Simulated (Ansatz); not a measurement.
TiAl: energy above lowest point against volume scale

Free energy against uniform scaling of the volume at fixed shape and fractions; periodic cell, basis, potentials, k mesh and filling as listed. The results are calculated, by Ansatz 0.2.0.

The cell before it is scaled or strained (space group P-6m2, No. 187):
```
CELL_PARAMETERS angstrom
2.86730 0.00000 0.00000
-1.43360 2.48310 0.00000
0.00000 0.00000 4.67810
ATOMIC_POSITIONS crystal
Ti 0.00000 0.00000 0.00000
Al 0.33333 0.66667 0.50000
```

Settings of every row: functional PBEsol; dispersion none; potentials all-electron LAPW; k mesh 9x9x5; k shift 0x0x0; occupations fermi dirac; smearing width 0.1 eV; spin none.

Limits: coarse k mesh, up to 40 meV an atom off; the cell comes from a prototype or a list of computed structures and needn't be the stable phase.

| row | volume scale | V (Å³/atom) | energy above lowest point (meV/atom) |
| --- | --- | --- | --- |
| 1 | 0.94 | 15.654 | 7 |
| 2 | 0.96 | 15.987 | 1 |
| 3 | 0.98 | 16.32 | 0 |
| 4 | 1 | 16.654 | 3.7 |
| 5 | 1.02 | 16.987 | ? |
| 6 | 1.04 | 17.32 | 23.1 |
| 7 | 1.06 | 17.653 | 38.2 |

Question: what energy above lowest point should row 5 give?

Worked fit of energy above lowest point. Take u = (V_r/V)^(2/3) − 1 with V_r = 16.487 Å³ an atom, which is twice the finite (Eulerian) strain; such expansions in the strain, on which the Birch-Murnaghan equation of state is built, carry the rest volume and the bulk modulus. The shown rows have u = 0.03517, 0.02074, 0.00681, -0.0067, -0.03233, -0.04453. Least squares give energy above lowest point = 1.3 − 274.3 × u + 12432 × u² meV/atom; a straight line predicts inner rows, each left out in turn, worse (root mean square 7.7 against 0.055 meV/atom). The rows lie off it by 0.0, 0.0, 0.0, 0.0, -0.1, 0.0. Its lowest point lies at u = 0.0110, or V = 16.22 Å³ an atom, and the curvature there gives the bulk modulus at fixed shape and fractions, B = (4/9)(1 + u)² E″(u)/V = 112 GPa. Letting shape and atoms relax would as a rule lower it, by much in layered, chain or molecular crystals. The withheld row has u = -0.01972, so the fit gives 1.3 − 274.3 × (-0.01972) + 12432 × (-0.01972)² = 11.5 meV/atom.

The calculation gave 11.5 meV/atom. The fit meets it to the printed digit.
